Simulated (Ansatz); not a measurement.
# Ligand exchange: CHClF2 + Si(CH3)2(OH)(SiH3) → CH2F2O + Si(CH3)2(SiH3)Cl

Species: CHClF2 (difluorochloromethane) `FC(F)Cl`, singlet; Si(CH3)2(OH)(SiH3), singlet; CH2F2O `OC(F)F`, singlet; Si(CH3)2(SiH3)Cl, singlet. The partners trade Cl for OH: C–Cl and Si–OH bonds give way to C–OH and Si–Cl.

Shapes, held fixed at every level: PBE0-D4/def2-TZVP. Flexible molecules stand in one conformer, not always the lowest. Programs: Ansatz 0.2.0. Electronic energies: no zero-point or thermal term.

Q: Estimate ΔE of this reaction.

A: The highest level, CCSD(T)/CBS estimate, gives ΔE = -56.8 kJ/mol; the levels span -60.4 to -55.6. The column of differences is taken from that level and isn't an error. No measured value is set beside it here. The CBS estimate extrapolates MP2 from def2-TZVPP and def2-QZVPP and adds CCSD(T) − MP2 in the triple-zeta set, cores frozen.

```
               level                    kind  ΔE (kJ/mol)  less CCSD(T)/CBS estimate
   PBE-D4/def2-TZVPP                     GGA        -56.0                       +0.8
r2SCAN-D4/def2-TZVPP                meta-GGA        -57.0                       -0.2
 B3LYP-D4/def2-TZVPP           global hybrid        -55.8                       +1.0
  wB97M-V/def2-TZVPP  range-separated hybrid        -59.1                       -2.3
  wB97X-V/def2-TZVPP  range-separated hybrid        -60.4                       -3.6
   B2PLYP/def2-TZVPP           double hybrid        -55.6                       +1.2
  CCSD(T)/def2-TZVPP   coupled cluster or CI        -58.2                       -1.4
CCSD(T)/CBS estimate   coupled cluster or CI        -56.8                        0.0
```

Exchange of Cl for OH is clearly downhill at every level, with -56.8 kJ/mol at the highest. The sign runs against the familiar preference of silicon for oxygen over chlorine, since a strong, polar Si–O bond is given up for Si–Cl. The compensation probably comes from the carbon side: in difluoromethanol the oxygen lone pairs donate into the antibonding C–F orbitals, an anomeric stabilisation that chlorine, a poorer π donor to carbon, provides less effectively in CHClF2. The driving force would then belong to the fluorinated carbon and shouldn't be carried over to simple alkyl chlorides.

The spread among methods is small beside the reaction energy, so the direction is secure. A finer ranking of the functionals is not: r2SCAN-D4 lies closest to the extrapolated value, but wB97M-V lies closest to CCSD(T) in the same triple-zeta basis. Nor does the favourable exchange energy make difluoromethanol a persistent product, as α-fluoro alcohols readily lose HF to form carbonyl compounds.
